## Premises and conventions

Two flat plates of area $A=L^2$ lie at $z=0$ and $z=a$ with vacuum between and around them. The premises are:

1. The plates are perfect conductors at every frequency, so the tangential electric field vanishes on them.
2. $L\gg a$, so edges are ignored and periodic boundary conditions are used in the plane.
3. The temperature is zero. Each normal mode of the field is a harmonic oscillator in its ground state, with energy $\hbar\omega/2$.

The pressure $P$ is the force per area along increasing $a$, so $P<0$ means attraction. The result is due to Casimir (1948). At each **Predict** stop, commit to an answer before reading on.

## Step 1: the modes

In the gap $\nabla^2\mathbf E=-(\omega/c)^2\mathbf E$ and $\nabla\cdot\mathbf E=0$. Translation symmetry in the plane gives a factor $e^{i\mathbf k\cdot\boldsymbol\rho}$ with in-plane wave vector $\mathbf k$. On a plate $\mathbf E_\parallel=0$ everywhere, so its in-plane derivatives vanish and the divergence condition leaves $\partial_zE_z=0$. Both conditions hold at both plates only for

$$\mathbf E=\left[\mathbf u\sin k_zz+w\,\hat{\mathbf z}\cos k_zz\right]e^{i\mathbf k\cdot\boldsymbol\rho},\qquad k_z=\frac{n\pi}{a},\quad n=0,1,2,\dots$$

with $\mathbf u$ in the plane, and the wave equation gives

$$\omega=c\kappa,\qquad \kappa=\sqrt{k^2+(n\pi/a)^2}.$$

The divergence condition becomes $(i\mathbf k\cdot\mathbf u-k_zw)\sin k_zz=0$.

**Predict:** how many independent modes are there for given $\mathbf k$ and $n\ge1$, and how many for $n=0$?

For $n\ge1$ three amplitudes obey one constraint, which leaves two modes: TE, with $w=0$ and $\mathbf u\perp\mathbf k$, and TM, with $\mathbf u=k_z\hat{\mathbf k}$ and $w=ik$. For $n=0$ the sine vanishes identically, only $w$ survives, and there is one mode: a TM wave with $\mathbf E$ normal to the plates and $\omega=ck$. TE modes thus run over $n\ge1$ and TM modes over $n\ge0$.

## Step 2: the regulated sum

The sum of $\hbar\omega/2$ diverges. Weight each mode by $f(\kappa/k_c)$, where

- $k_c$ is a fixed wave number, independent of $a$, and $f$ depends on the mode only through its frequency,
- $f(0)=1$,
- $f$ is smooth, and $f$ and its derivatives fall off faster than any power at large argument.

With $\sum_{\mathbf k}\to A\int d^2k/(2\pi)^2$ define, for real $n\ge0$,

$$F(n)=\int\frac{d^2k}{(2\pi)^2}\,\kappa f(\kappa/k_c)=\frac1{2\pi}\int_{n\pi/a}^\infty\kappa^2f(\kappa/k_c)\,d\kappa .$$

The second form uses $d^2k=2\pi k\,dk$ and $k\,dk=\kappa\,d\kappa$ at fixed $n$. The regulated energy per area is

$$U(a)=\frac{\hbar c}{2}\Big[\sum_{n\ge1}F(n)+\sum_{n\ge0}F(n)\Big]=\hbar c\sum_{n\ge 0}{}'F(n),$$

where the prime gives $n=0$ the weight $1/2$.

**Predict:** $F(0)$ grows as $k_c^3$ and does not depend on $a$. What does it mean for each polarisation alone?

The TE sum is the primed sum minus $F(0)/2$ and the TM sum is the primed sum plus $F(0)/2$. Each polarisation carries a surface term $\mp\hbar cF(0)/4$ that exerts no force, and the two cancel. The $a$-dependent energy is shared equally by TE and TM.

## Step 3: what to subtract

A slab of free space of thickness $a$ has two polarisations and mode density $Aa\,d^3k/(2\pi)^3$. Put $|k_z|=n\pi/a$ with continuous $n$. Both signs of $k_z$ together give $a\int_{-\infty}^\infty dk_z/2\pi=\int_0^\infty dn$, so the energy per area is

$$U_0(a)=\hbar c\int_0^\infty F(n)\,dn=ua ,$$

with $u$ the regulated energy density of free space, independent of $a$. Define

$$\frac EA=U-U_0=\hbar c\Big[\sum_{n\ge0}{}'F(n)-\int_0^\infty F(n)\,dn\Big].$$

**Predict:** $u$ grows as $k_c^4$. Why does the term $ua$ not push on the plate?

Because there is field on the other side as well. Let the movable plate be a piston between two fixed plates a distance $D$ apart. The total is $U(a)+U(D-a)=uD+[E(a)+E(D-a)]/A$. The term $uD$ is constant as the piston moves. $E$ and its derivative will turn out to vanish at large gap, so for $D\to\infty$ the pressure is $P=-\partial_a(E/A)$. The subtraction is a bookkeeping of the outer region and not an extra postulate.

## Step 4: the Euler–Maclaurin formula

The Bernoulli polynomials start from $B_1(x)=x-\tfrac12$ and follow from $B_m'=mB_{m-1}$ with $\int_0^1B_m\,dx=0$. For $m\ge2$, $B_m(0)=B_m(1)\equiv B_m$, the odd ones vanish, and $B_2=1/6$, $B_4=-1/30$, $B_6=1/42$. On one unit interval, integration by parts gives

$$\tfrac12[F(0)+F(1)]-\int_0^1F\,dx=\int_0^1B_1F'\,dx=\Big[\frac{B_2(x)}{2!}F'\Big]_0^1-\int_0^1\frac{B_2(x)}{2!}F''\,dx .$$

Two further integrations by parts turn the last term into $[B_4F'''/4!]_0^1-\int_0^1B_4(x)F^{(4)}/4!\,dx$, the boundary term with $B_3$ being zero, and the pattern repeats. Add the same identity for all intervals $[n,n+1]$. The left sides add up to the primed sum minus the integral. The boundary terms telescope, and the upper end contributes nothing because $F$ and its derivatives vanish at infinity. With $\{x\}$ the fractional part,

$$\sum_{n\ge0}{}'F-\int_0^\infty F\,dn=-\sum_{j=1}^p\frac{B_{2j}}{(2j)!}F^{(2j-1)}(0)-\int_0^\infty\frac{B_{2p}(\{x\})}{(2p)!}F^{(2p)}(x)\,dx .$$

The first terms are $-F'(0)/12+F'''(0)/720-F^{(5)}(0)/30240$.

## Step 5: the derivatives at $n=0$

$F$ depends on $n$ only through the lower limit of its integral, so

$$F'(n)=-\frac1{2\pi}\,\frac\pi a\Big(\frac{n\pi}a\Big)^2f(\epsilon n)=-\frac{\pi^2}{2a^3}\,n^2f(\epsilon n),\qquad \epsilon=\frac{\pi}{ak_c}.$$

**Predict:** which of $F'(0)$, $F'''(0)$, $F^{(5)}(0)$ survive as $k_c\to\infty$? Does the slope $f'(0)$ matter?

Expand $n^2f(\epsilon n)=n^2+\epsilon f'(0)n^3+\tfrac12\epsilon^2f''(0)n^4+\dots$ Its value at zero is 0, its second derivative is 2, and its fourth is $12\epsilon^2f''(0)$. Hence

$$F'(0)=0,\qquad F'''(0)=-\frac{\pi^2}{a^3},\qquad F^{(5)}(0)=-\frac{6\pi^2}{a^3}\epsilon^2f''(0).$$

The slope $f'(0)$ enters $F^{(4)}(0)$, an even derivative, which the formula does not contain.

**Predict:** may one stop at $p=2$, the order that contains $F'''(0)$, and call the remainder small?

A simple bound does not allow it. Write $h(y)=y^2f(y)$, so that $n^2f(\epsilon n)=\epsilon^{-2}h(\epsilon n)$. Then $F^{(2p)}(n)=-(\pi^2/2a^3)\,\epsilon^{2p-3}h^{(2p-1)}(\epsilon n)$, and

$$\int_0^\infty|F^{(2p)}|\,dn=\frac{\pi^2}{2a^3}\,\epsilon^{2p-4}\int_0^\infty|h^{(2p-1)}(y)|\,dy .$$

The last integral is finite and independent of $\epsilon$, and $B_{2p}(\{x\})$ is bounded. For $p=2$ the bound does not shrink. For $p=3$ the remainder is $O(\epsilon^2)$, which proves the limit. For $p=4$ the new explicit term and the remainder are both $O(\epsilon^4)$, which fixes the coefficient of $\epsilon^2$.

## Step 6: energy and pressure

Insert the derivatives, using $6\cdot720/30240=1/7$:

$$\frac EA=-\frac{\pi^2\hbar c}{720\,a^3}\Big[1-\frac{\epsilon^2f''(0)}7+O(\epsilon^4)\Big].$$

**Predict:** the sign of $P$, and the coefficient that replaces $1/7$.

The energy rises towards zero as $a$ grows, so the plates attract. The leading term scales as $a^{-3}$ and the correction, through $\epsilon^2\propto a^{-2}$, as $a^{-5}$. Differentiation brings factors 3 and 5, so the bracket of $P$ is $1-\tfrac5{21}\epsilon^2f''(0)+\dots$ In the limit $ak_c\to\infty$,

$$\boxed{\frac EA=-\frac{\pi^2\hbar c}{720\,a^3},\qquad P=-\frac{\pi^2\hbar c}{240\,a^4}}$$

The function $f$ has dropped out apart from $f(0)=1$. The powers could have been foreseen, since $\hbar c/a^4$ is the only pressure that $\hbar$, $c$ and $a$ can form. The sign and the number needed the calculation.

## Step 7: how independent of the cut-off?

**An exactly solvable case.** For $f(y)=e^{-y}$ put $\kappa=\pi x/a$. Then $F(n)=(\pi^2/2a^3)\int_n^\infty x^2e^{-\epsilon x}dx=(\pi^2/2a^3)\,\partial_\epsilon^2\,(e^{-\epsilon n}/\epsilon)$. The geometric series gives $\sum'e^{-\epsilon n}=\tfrac12\coth(\epsilon/2)$ and the integral over $n$ gives $1/\epsilon$, so

$$\frac EA=\frac{\pi^2\hbar c}{2a^3}\,\frac{\partial^2}{\partial\epsilon^2}\Big[\frac1\epsilon\Big(\tfrac12\coth\frac\epsilon2-\frac1\epsilon\Big)\Big].$$

With $\tfrac12\coth(\epsilon/2)=1/\epsilon+\epsilon/12-\epsilon^3/720+\epsilon^5/30240-\dots$ the second derivative is $-\tfrac1{360}(1-\epsilon^2/7+\dots)$, as Step 6 requires for $f''(0)=1$.

**Predict:** does the Gaussian $f=e^{-y^2}$ approach the limit from the same side?

It has $f''(0)=-2$, so it approaches from the other side. The table gives $E$ divided by the boxed value, from the full sum minus the integral and from the two-term bracket.

| $\epsilon$ | $e^{-y}$, full | $1-\epsilon^2/7$ | $e^{-y^2}$, full | $1+2\epsilon^2/7$ |
|---|---|---|---|---|
| 0.5 | 0.965 | 0.964 | 1.079 | 1.071 |
| 0.1 | 0.9986 | 0.9986 | 1.0029 | 1.0029 |

**Predict:** what happens for a sharp step, $f=1$ for $\kappa<k_c$ and zero above?

Let $N=ak_c/\pi$ be an integer. Then $F(n)=(\pi^2/6a^3)(N^3-n^3)$ for $n\le N$. With $\sum_{n=1}^Nn^3=N^2(N+1)^2/4$ the primed sum of $N^3-n^3$ is $3N^4/4-N^2/4$ and its integral is $3N^4/4$. This gives $E/A=-\pi^2\hbar cN^2/(24a^3)$, which is $30N^2$ times the boxed value and has no limit. The kink of $F$ at $n=N$ destroys the bound of Step 5. Independence of the cut-off therefore holds for smooth functions of frequency, at fixed $k_c$, in the limit $ak_c\to\infty$.

## Range of validity

**Temperature.** At temperature $T$ thermal photons add to the pressure. For $k_BT\ll\pi\hbar c/a$ the modes with $n\ge1$ are empty up to exponentially small terms. The $n=0$ mode is populated, but its frequency $ck$ does not depend on $a$, so it exerts no force. Outside, black-body radiation has energy density $\int_0^\infty\hbar\omega^3d\omega/[\pi^2c^3(e^{\hbar\omega/k_BT}-1)]=\pi^2(k_BT)^4/15(\hbar c)^3$ and pushes inward with one third of it. Relative to the boxed $P$ the attraction grows by

$$\frac{240}{45}\Big(\frac{a}{\lambda_T}\Big)^4=\frac{16}3\Big(\frac a{\lambda_T}\Big)^4,\qquad\lambda_T=\frac{\hbar c}{k_BT}.$$

At 300 K, $\lambda_T=7633$ nm, and the correction for perfect plates at $a=1000$ nm is $1.6\times10^{-3}$.

**Finite conductivity.** Take the plasma model $\varepsilon(\omega)=1-\omega_p^2/\omega^2$ for the metal and define $\delta=c/\omega_p$. For a TE mode the normal wave number in the metal obeys $k_{z,m}^2=\varepsilon\omega^2/c^2-k^2=k_z^2-1/\delta^2$, so for $k_z\delta\ll1$ the field in $z<0$ decays as $e^{z/\delta}$. Continuity of $E$ and $\partial_zE$ at $z=0$ is met by $\sin k_z(z+\delta)$ to first order in $k_z\delta$: the node moves a distance $\delta$ into each plate.

**Predict:** the relative change of $P$ from this effect.

For TE modes $a\to a+2\delta$, so their pressure changes by the fraction $-8\delta/a$, and since they carry half of the total, $|P|$ falls by $4\delta/a$. The TM modes add a correction of the same order. It is linear in $\delta/a$, whereas any smooth $f$ with $k_c\sim1/\delta$ gives a quadratic one: $f$ is a regulator and not a description of a metal. As input take $\hbar\omega_p\approx9$ eV, a typical free-electron value for gold, which gives $\delta=21.9$ nm. Keeping the TE term below a tenth needs $a>40\delta\approx0.9\ \mu$m.

**Geometry and stray fields.** If the gap varies slowly about its mean with rms amplitude $\sigma$, averaging $a^{-4}$ over locally flat patches raises $|P|$ by the fraction $10\sigma^2/a^2$, from $(1+x)^{-4}=1-4x+10x^2-\dots$ A voltage $V$ between the plates gives an attraction $\varepsilon_0V^2/2a^2$. At 1000 nm the boxed pressure is $1.30\times10^{-3}$ Pa in magnitude, and 17 mV suffices to equal it.

The boxed formulas thus apply for $\delta\ll a\ll\lambda_T$, $\sigma\ll a\ll L$ and negligible voltage. For a good metal at room temperature this is a window around one micrometre.

## Numerical illustration: one atmosphere

With $\hbar c=197.33$ eV nm,

$$\frac{\pi^2\hbar c}{240}=8.115\ \text{eV nm},\qquad\frac{\pi^2\hbar c}{720}=2.705\ \text{eV nm},$$

and 1 atm $=101325$ Pa $=6.324\times10^{-4}$ eV nm$^{-3}$.

**Predict:** the order of magnitude of the gap $a_*$ at which $|P|=1$ atm.

$$a_*=\Big(\frac{8.115}{6.324\times10^{-4}}\Big)^{1/4}\text{nm}=10.64\ \text{nm}.$$

There $E/A=-2.2\times10^{-3}$ eV nm$^{-2}$, or $-0.36$ mJ m$^{-2}$. At exactly 10 nm, $|P|=1.28$ atm. These are numbers of the perfect-plate model.

**Predict:** which premise fails at $a_*$?

Temperature is harmless, the thermal fraction at 300 K being $2\times10^{-11}$. A roughness of $\sigma=1$ nm would add a fraction 0.09. Perfect reflection fails outright. The lowest standing wave has $\pi\hbar c/a_*=58$ eV, far above the 9 eV at which the model metal turns transparent, and $a_*/\delta=0.49$ lies on the wrong side of $a\gg\delta$. With $k_c=1/\delta$ the expansion parameter would be $\epsilon=6.5$.

The size of the failure follows from a mode sum in the opposite limit $a\ll\delta$. The relevant $k\sim1/a$ then exceed $\omega_p/c$, the fields are electrostatic at leading order, and the modes whose frequency depends on $a$ are surface plasmons. Centre the gap on $z=0$. The potential is $\cosh kz$ or $\sinh kz$ inside and $\propto e^{-k|z|}$ in the metal. Continuity of $\phi$ and $\varepsilon\,\partial_z\phi$ at $z=a/2$ gives $\varepsilon=-\tanh(ka/2)$ or $\varepsilon=-\coth(ka/2)$. Since $\omega^2=\omega_p^2/(1-\varepsilon)$,

$$\omega_\pm=\omega_s\sqrt{1\pm e^{-ka}},\qquad\omega_s=\omega_p/\sqrt2 .$$

**Predict:** one frequency rises and one falls as the plates approach. Which wins?

The square root is concave, so $\omega_++\omega_-<2\omega_s$ and the energy falls. Subtracting the value at infinite gap and putting $x=ka$,

$$\frac{E_{sp}}A=\frac{\hbar\omega_s}{4\pi a^2}\,J,\qquad J=\int_0^\infty x\Big[\sqrt{1+e^{-x}}+\sqrt{1-e^{-x}}-2\Big]dx=-0.0694 .$$

This sum converges without a cut-off. In the convention $E/A=-H/(12\pi a^2)$, which gives $P=-H/(6\pi a^3)$, the Hamaker constant is $H=3\hbar\omega_s|J|$. With $\hbar\omega_s=6.36$ eV the model has $H=1.3$ eV. The ratio to the perfect-plate pressure is

$$\frac{P_{sp}}P=\frac{120\,|J|}{\sqrt2\,\pi^3}\,\frac a\delta=0.190\,\frac a\delta ,$$

which is 0.09 at $a_*$. Retardation, neglected here, enters at relative order $(a/\delta)^2=0.24$, so only one figure is meaningful: at 10.64 nm the plasma-model metal feels roughly a tenth of an atmosphere, and the perfect-plate formula overstates its pressure about tenfold. The model reaches one atmosphere at

$$a=\Big(\frac{H}{6\pi\times6.324\times10^{-4}\ \text{eV nm}^{-3}}\Big)^{1/3}=4.8\ \text{nm},$$

where $(a/\delta)^2=0.05$ and the electrostatic limit is better justified.

This gap is the model's and not gold's. The plasma model omits the interband response of the bound electrons, which strengthens the short-range attraction. Typical non-retarded Hamaker constants for gold are about 2 to 2.5 eV, so the model's short-range pressure is low by a factor of roughly 1.5 to 1.9, and the same formula would move the one-atmosphere gap to between 5.5 and 5.9 nm, still only about half of the perfect-plate value $a_*$.